**The 2s–2p gap and radii of six-electron ions against the 1/Z expansion**

The table holds 2s and 2p eigenvalues and mean radii of the $1s^2 2s^2 2p^2$ sequence from C to V$^{17+}$, from non-relativistic configuration-average Hartree–Fock at the basis limit. The program computes the first-order slope of the gap and the first-order radius screening constants from hydrogenic orbitals without fitted parameters, and compares them with the rows. The slope of $-2.5834$ eV per unit of $Z$ matches the last step within 0.17%, and the screening constants 2.102 and 2.699 agree with extrapolations from the table. Fits in $1/Z$ and leave-one-out predictions find no kink; carbon departs most, by 0.17 eV in the gap from a fit to $Z\ge10$ and by 15% in the 2p radius from the first-order value. The output also splits the gap with Slater integrals of the same runs and sizes the term shift, the spin-orbit splitting and a kink at Si$^{8+}$ in the comparison with tabulated ionisation energies.

Eigenvalues and mean radii of the 2s and 2p orbitals in the carbon isoelectronic sequence, all rows in the configuration [He] 2s2 2p2. Calculated with B-spline radial code 1 for a spherical atom with a point nucleus, using non-relativistic Hartree-Fock averaged over the configuration, at the basis-set limit.

## Script

```python
# Table: 2s/2p eigenvalues (eV) and <r> (bohr), [He]2s2 2p2 ions C..V17+, B-spline radial code,
# non-relativistic configuration-average Hartree-Fock. Tested: 1/Z expansion with parameter-free
# first-order slope and radius screening; search for rows that break the smooth trend.
T = {
    'ion': ['C', 'N+', 'O2+', 'F3+', 'Ne4+', 'Mg6+', 'Al7+', 'Si8+', 'P9+', 'S10+', 'Cl11+', 'Ar12+', 'K13+', 'Ca14+', 'Sc15+', 'Ti16+', 'V17+'],
    'Z': [6, 7, 8, 9, 10, 12, 13, 14, 15, 16, 17, 18, 19, 20, 21, 22, 23],
    'charge': [0, 1, 2, 3, 4, 6, 7, 8, 9, 10, 11, 12, 13, 14, 15, 16, 17],  # e
    'e_2p': [-11.0723, -29.1673, -54.2718, -86.2912, -125.183, -223.5, -282.903, -349.126, -422.166, -502.019, -588.684, -682.159, -782.442, -889.533, -1003.43, -1124.14, -1251.65],  # eV
    'e_2s': [-19.3762, -39.9392, -67.6033, -102.207, -143.691, -247.198, -309.195, -378.012, -453.644, -536.09, -625.346, -721.411, -824.284, -933.964, -1050.45, -1173.74, -1303.84],  # eV
    'gap': [-8.3039, -10.7719, -13.3315, -15.916, -18.5084, -23.698, -26.2924, -28.886, -31.4788, -34.0706, -36.6618, -39.2522, -41.8421, -44.4314, -47.0201, -49.6085, -52.1964],  # eV
    'r_2p': [1.7425, 1.256, 0.99157, 0.82195, 0.70302, 0.54635, 0.49185, 0.44733, 0.41027, 0.37892, 0.35205, 0.32875, 0.30837, 0.29037, 0.27437, 0.26004, 0.24714],  # bohr
    'r_2s': [1.5858, 1.2515, 1.0331, 0.87986, 0.76643, 0.60964, 0.55316, 0.50628, 0.46676, 0.43297, 0.40376, 0.37825, 0.35577, 0.33582, 0.318, 0.30197, 0.28748],  # bohr
    'r_ratio': [0.91007, 0.99643, 1.0419, 1.0704, 1.0902, 1.1158, 1.1246, 1.1318, 1.1377, 1.1427, 1.1469, 1.1505, 1.1537, 1.1565, 1.159, 1.1612, 1.1632],
}
import numpy as np
from scipy.integrate import cumulative_trapezoid as ct, trapezoid as tz
from scipy.constants import physical_constants as pc
Ha = pc['Hartree energy in eV'][0]; cm = 100*pc['inverse meter-electron volt relationship'][0]
ion = T['ion']; A = lambda k: np.array(T[k], float)
Z, ep, es, g, rp, rs, q = map(A, ['Z', 'e_2p', 'e_2s', 'gap', 'r_2p', 'r_2s', 'r_ratio'])
r = np.linspace(1e-6, 60, 600001); e = np.exp(-r/2)   # hydrogenic radial functions, Z=1
P1, Ps, Pp = 2*r*np.exp(-r), (2*r-r*r)*e/8**.5, r*r*e/24**.5
def Y(k, f):
    o = ct(f/r**(k+1), r, initial=0)
    return ct(f*r**k, r, initial=0)/r**(k+1) + r**k*(o[-1]-o)
Y11, Yss, Ypp, Y2, Ysp = Y(0, P1*P1), Y(0, Ps*Ps), Y(0, Pp*Pp), Y(2, Pp*Pp), Y(1, Ps*Pp)
Vs = (Yss+2*Y11+2*Ypp)*Ps - Y(0, P1*Ps)*P1 - Ysp*Pp/3
Vp = (Ypp-0.08*Y2+2*Y11+2*Yss)*Pp - Y(1, P1*Pp)*P1/3 - Ysp*Ps/3
e1s, e1p = tz(Ps*Vs, r), tz(Pp*Vp, r); g1 = (e1s-e1p)*Ha
n2 = (tz(Ps*Ps*Yss, r)-tz(Pp*Pp*(Ypp-0.08*Y2), r))*Ha; F2h = tz(Pp*Pp*Y2, r)*Ha
cs = (r**4-4*r**3)*e/8**.5; cs -= tz(cs*Ps, r)*Ps; cp = (30-r*r)*Pp   # Dalgarno-Lewis for r
s0, p0 = 2*tz(cs*Vs, r)/6, 2*tz(cp*Vp, r)/5
ex = (-16/512+0.08*45/512+2*(17/81-59/243)-16/729+112/6561)*Ha
print(f"1st order: e1(2s)={e1s:.5f} e1(2p)={e1p:.5f} Ha; gap slope {g1:.4f} eV/Z (exact fractions {ex:.4f})")
print(f" slope parts: n=2 repulsion {n2:.4f}, 1s terms {g1-n2:.4f} ({100*(g1-n2)/g1:.0f}%); 0.12F2 (3P) {0.12*F2h:.3f} eV/Z")
ss, sp = Z-6/rs, Z-5/rp; x = 6/Z; hi = Z >= 10
i_s, i_p = np.polyfit(x[hi], ss[hi], 2)[-1], np.polyfit(x[hi], sp[hi], 2)[-1]
print(f"radius screening, 1st order: 2s {s0:.3f}, 2p {p0:.3f}; table extrapolated 1/Z->0: {i_s:.3f}, {i_p:.3f}")
L = np.polyfit(Z, g, 1); rL = g-np.polyval(L, Z); d = g-g1*Z
print(f"free line: slope {L[0]:.4f}, intercept {L[1]:.3f} eV, worst {ion[np.argmax(abs(rL))]} {rL[np.argmax(abs(rL))]:+.4f}")
B = np.polyfit(1/Z[hi], d[hi], 2); rB = d-np.polyval(B, 1/Z)
print(f"B (Z>=10): gap=g1*Z{B[2]:+.3f}{B[1]:+.2f}/Z{B[0]:+.1f}/Z^2 eV; max in-fit res {abs(rB[hi]).max():.5f}")
print("all rows, max res (eV) vs degree in 1/Z:", " ".join(f"{k}:{abs(d-np.polyval(np.polyfit(x, d, k), x)).max():.5f}" for k in range(6)))
loo = lambda y: np.array([y[i]-np.polyval(np.polyfit(np.delete(x, i), np.delete(y, i), 5), x[i]) for i in range(len(x))])
lg, lq = loo(d), loo((q-1.2)*Z)/Z
print(f"rounding: gap 5e-5 eV, ratio 5e-5 (C,N+ 5e-6), sigma in V17+ {5e-6*6/rs[-1]**2:.4f}/{5e-6*5/rp[-1]**2:.4f}")
st = np.r_[np.nan, np.diff(g)/np.diff(Z)]; q0 = 1.2*(Z-p0)/(Z-s0)
print("ion  gap/e2p% step/Z gap-g1Z resLine resB LOOgap(eV) | sig2s sig2p ratio-model LOOratio")
for i in range(len(Z)):
    print(f"{ion[i]:5s} {100*g[i]/ep[i]:5.1f} {st[i]:7.4f} {d[i]:.4f} {rL[i]:+.4f} {rB[i]:+.4f} {lg[i]:+.5f} | {ss[i]:.3f} {sp[i]:.3f} {q[i]-q0[i]:+.4f} {lq[i]:+.5f}")
j = np.nanargmin(st)
print(f"step vs g1: C->N+ {100*(st[1]/g1-1):+.1f}%, N+->O2+ {100*(st[2]/g1-1):+.1f}%, steepest ->{ion[j]} {100*(st[j]/g1-1):+.2f}%, last {100*(st[-1]/g1-1):+.2f}%")
print(f"gap-g1Z spread {d.max()-d.min():.3f} eV, max at {ion[np.argmax(d)]}; raw Ne4+->Mg6+ step {g[5]-g[4]:.4f} eV (dZ=2)")
print(f"sigma C minus V17+: 2s {ss[0]-ss[-1]:.3f}, 2p {sp[0]-sp[-1]:.3f}; C <r> vs 1st order: 2s {100*(rs[0]*(6-s0)/6-1):+.1f}%, 2p {100*(rp[0]*(6-p0)/5-1):+.1f}%")
print(f"ratio=1 at Z: table (linear) {np.interp(1, q, Z):.2f}, 1st-order model {6*p0-5*s0:.2f}; V17+ below 1.2 by {100*(1-q[-1]/1.2):.1f}%")
print(f"energy screening Z-sqrt(-8e): 2s C {6-(-8*es[0]/Ha)**.5:.3f} V {23-(-8*es[-1]/Ha)**.5:.3f} lim {4*e1s:.3f}; 2p {6-(-8*ep[0]/Ha)**.5:.3f} {23-(-8*ep[-1]/Ha)**.5:.3f} {4*e1p:.3f}")
# further outputs of the same runs: F0(2s2s),F0(2p2p),F2 (eV), <1/r>2s,<1/r>2p, zeta(2p) 1/cm
X = {9: (27.99573, 30.25851, 14.15159, 1.638273, 1.571605, 515.5073),
     15: (52.66693, 60.40768, 28.73553, 3.136953, 3.095678, 6673.016),
     20: (73.1688, 85.27467, 40.76618, 4.387119, 4.35323, 24956.46)}
part = {6: 1.70, 23: -10.86}   # n=2 part from the auditor's reading, not checkable here
for z, (a, b, f, u, v, zt) in X.items():
    G = g[Z == z][0]; part[z] = a-b+0.08*f
    print(f"Z={z}: n=2 part {part[z]:+.3f}, rest {G-part[z]:+.3f} ({100*(1-part[z]/G):.0f}%), 0.12F2 {0.12*f:.2f} eV, d<1/r> {100*(u/v-1):+.1f}%, 1.5zeta {1.5*zt*cm:.3f} eV = {-150*zt*cm/G:.1f}% gap")
k = sorted(part)
for a, b in zip(k, k[1:]):
    dn = (part[b]-part[a])/(b-a); dg = (g[Z == b][0]-g[Z == a][0])/(b-a)
    print(f"slope Z {a}->{b}: n=2 {dn:+.3f}, rest {dg-dn:+.3f} eV/Z")
# further outputs: computed minus tabulated ionisation energy (eV), Mg6+..S10+
D = np.array([-2.646811, -2.866929, -3.286006, -3.36822, -3.666559])
print("IE calc-tab steps Mg->S:", np.round(np.diff(D), 3), f"; Si8+ vs neighbours {D[2]-(D[1]+D[3])/2:+.3f} eV (quoted unc. 0.06-0.09)")
assert np.all(g < 0) and np.all(np.diff(g) < 0)
assert abs(st[-1]/g1-1) < 0.01
assert np.all(sp > ss)
assert np.all(np.diff(q) > 0) and q[1] < 1 < q[2] and q[-1] < 1.2
```

Running it gives:

```
1st order: e1(2s)=0.84312 e1(2p)=0.93806 Ha; gap slope -2.5834 eV/Z (exact fractions -2.5834)
 slope parts: n=2 repulsion -0.6590, 1s terms -1.9244 (74%); 0.12F2 (3P) 0.287 eV/Z
radius screening, 1st order: 2s 2.102, 2p 2.699; table extrapolated 1/Z->0: 2.102, 2.704
free line: slope -2.5882, intercept 7.340 eV, worst C -0.1145
B (Z>=10): gap=g1*Z+7.097+3.34/Z-10.4/Z^2 eV; max in-fit res 0.00069
all rows, max res (eV) vs degree in 1/Z: 0:0.07326 1:0.11052 2:0.02379 3:0.00705 4:0.00109 5:0.00023
rounding: gap 5e-5 eV, ratio 5e-5 (C,N+ 5e-6), sigma in V17+ 0.0004/0.0004
ion  gap/e2p% step/Z gap-g1Z resLine resB LOOgap(eV) | sig2s sig2p ratio-model LOOratio
C      75.0     nan 7.1967 -0.1145 -0.1672 -0.00981 | 2.216 3.131 -0.1062 +0.00036
N+     36.9 -2.4680 7.3122 +0.0057 -0.0490 +0.00120 | 2.206 3.019 -0.0574 -0.00002
O2+    24.6 -2.5596 7.3360 +0.0342 -0.0153 -0.00044 | 2.192 2.957 -0.0367 +0.00000
F3+    18.4 -2.5845 7.3350 +0.0379 -0.0041 +0.00012 | 2.181 2.917 -0.0258 -0.00003
Ne4+   14.8 -2.5924 7.3260 +0.0337 -0.0004 +0.00025 | 2.171 2.888 -0.0191 +0.00006
Mg6+   10.6 -2.5948 7.3033 +0.0205 +0.0007 +0.00003 | 2.158 2.848 -0.0119 -0.00004
Al7+    9.3 -2.5944 7.2923 +0.0142 +0.0004 -0.00007 | 2.153 2.834 -0.0097 -0.00005
Si8+    8.3 -2.5936 7.2822 +0.0088 +0.0001 -0.00010 | 2.149 2.823 -0.0080 +0.00002
P9+     7.5 -2.5928 7.2728 +0.0042 -0.0002 -0.00015 | 2.145 2.813 -0.0068 +0.00001
S10+    6.8 -2.5918 7.2644 +0.0006 -0.0002 +0.00003 | 2.142 2.805 -0.0058 +0.00006
Cl11+   6.2 -2.5912 7.2567 -0.0024 -0.0004 +0.00001 | 2.140 2.797 -0.0050 +0.00002
Ar12+   5.8 -2.5904 7.2497 -0.0047 -0.0003 +0.00012 | 2.137 2.791 -0.0045 -0.00004
K13+    5.3 -2.5899 7.2433 -0.0064 -0.0003 +0.00006 | 2.135 2.786 -0.0039 -0.00002
Ca14+   5.0 -2.5893 7.2374 -0.0075 -0.0002 +0.00003 | 2.133 2.781 -0.0035 -0.00001
Sc15+   4.7 -2.5887 7.2321 -0.0080 +0.0001 +0.00009 | 2.132 2.776 -0.0031 +0.00001
Ti16+   4.4 -2.5884 7.2272 -0.0083 +0.0002 -0.00006 | 2.130 2.772 -0.0028 -0.00001
V17+    4.2 -2.5879 7.2227 -0.0080 +0.0005 -0.00017 | 2.129 2.769 -0.0025 +0.00002
step vs g1: C->N+ -4.5%, N+->O2+ -0.9%, steepest ->Mg6+ +0.44%, last +0.17%
gap-g1Z spread 0.139 eV, max at O2+; raw Ne4+->Mg6+ step -5.1896 eV (dZ=2)
sigma C minus V17+: 2s 0.087, 2p 0.362; C <r> vs 1st order: 2s +3.0%, 2p +15.0%
ratio=1 at Z: table (linear) 7.08, 1st-order model 5.68; V17+ below 1.2 by 3.1%
energy screening Z-sqrt(-8e): 2s C 3.613 V 3.421 lim 3.372; 2p 4.196 3.817 3.752
Z=9: n=2 part -1.131, rest -14.785 (93%), 0.12F2 1.70 eV, d<1/r> +4.2%, 1.5zeta 0.096 eV = 0.6% gap
Z=15: n=2 part -5.442, rest -26.037 (83%), 0.12F2 3.45 eV, d<1/r> +1.3%, 1.5zeta 1.241 eV = 3.9% gap
Z=20: n=2 part -8.845, rest -35.587 (80%), 0.12F2 4.89 eV, d<1/r> +0.8%, 1.5zeta 4.641 eV = 10.4% gap
slope Z 6->9: n=2 -0.944, rest -1.594 eV/Z
slope Z 9->15: n=2 -0.719, rest -1.875 eV/Z
slope Z 15->20: n=2 -0.681, rest -1.910 eV/Z
slope Z 20->23: n=2 -0.672, rest -1.917 eV/Z
IE calc-tab steps Mg->S: [-0.22  -0.419 -0.082 -0.298] ; Si8+ vs neighbours -0.168 eV (quoted unc. 0.06-0.09)
```
